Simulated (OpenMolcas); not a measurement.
## How methods differ on C2H5FSi (SMILES F/C=C/[SiH3])

C2H5FSi has 9 atoms, charge 0, and is taken as a singlet. As SMILES, `F/C=C/[SiH3]`. The coordinates come from a PBE0-D4/def2-TZVP relaxation.

Quantity: the vertical energy of the triplet above the singlet, in eV. The values are calculated.

```json
{"level": "PBE/cc-pVDZ", "kind": "GGA", "program": "OpenMolcas", "value (eV)": "4.50", "less CCSD(T)/cc-pVDZ": "-0.19", "CPU time (all runs)": "2.3 min"}
{"level": "revPBE/cc-pVDZ", "kind": "GGA", "program": "OpenMolcas", "value (eV)": "4.47", "less CCSD(T)/cc-pVDZ": "-0.22", "CPU time (all runs)": "2.3 min"}
{"level": "TPSS/cc-pVDZ", "kind": "meta-GGA", "program": "OpenMolcas", "value (eV)": "4.41", "less CCSD(T)/cc-pVDZ": "-0.28", "CPU time (all runs)": "3.3 min"}
{"level": "r2SCAN/cc-pVDZ", "kind": "meta-GGA", "program": "OpenMolcas", "value (eV)": "4.27", "less CCSD(T)/cc-pVDZ": "-0.42", "CPU time (all runs)": "2.9 min"}
{"level": "B3LYP/cc-pVDZ", "kind": "global hybrid", "program": "OpenMolcas", "value (eV)": "4.48", "less CCSD(T)/cc-pVDZ": "-0.21", "CPU time (all runs)": "2 min"}
{"level": "M06-2X/cc-pVDZ", "kind": "hybrid meta-GGA", "program": "OpenMolcas", "value (eV)": "4.67", "less CCSD(T)/cc-pVDZ": "-0.02", "CPU time (all runs)": "2.9 min"}
{"level": "PBE0/cc-pVDZ", "kind": "global hybrid", "program": "OpenMolcas", "value (eV)": "4.38", "less CCSD(T)/cc-pVDZ": "-0.31", "CPU time (all runs)": "2 min"}
{"level": "CCSD(T)/cc-pVDZ, open shells restricted", "kind": "coupled cluster or CI", "program": "OpenMolcas", "value (eV)": "4.69", "less CCSD(T)/cc-pVDZ": "0.00", "CPU time (all runs)": "2.4 min"}
```

CCSD(T)/cc-pVDZ, open shells restricted is the highest level here, not the true value. The values span 4.27 to 4.69 eV. Times are those of the runs behind each value, whatever else they computed, on shared processors of several kinds: orders of magnitude only.

Every density functional places the triplet below the CCSD(T) value, from almost no difference with M06-2X to 0.42 eV with r2SCAN. The excitation is probably π→π* in the C=C bond: promoting one electron to the antibonding orbital removes most of the π bonding, while exchange between the parallel spins recovers only part of the cost. At the fixed singlet geometry the triplet cannot relax by twisting about the C–C axis, which would reduce the overlap of the singly occupied p orbitals and relieve their antibonding interaction. The vertical gap is therefore no measure of the relaxed triplet energy or of the barrier to isomerisation.

The errors do not follow the class of functional. PBE0 lies below PBE, B3LYP nearly coincides with the two GGAs, and M06-2X lies above them all, so exact exchange alone does not set the order; the balance between exchange and left-right correlation in the π bond probably matters more. The close agreement of M06-2X for this one molecule does not establish its accuracy for substituted alkenes in general.
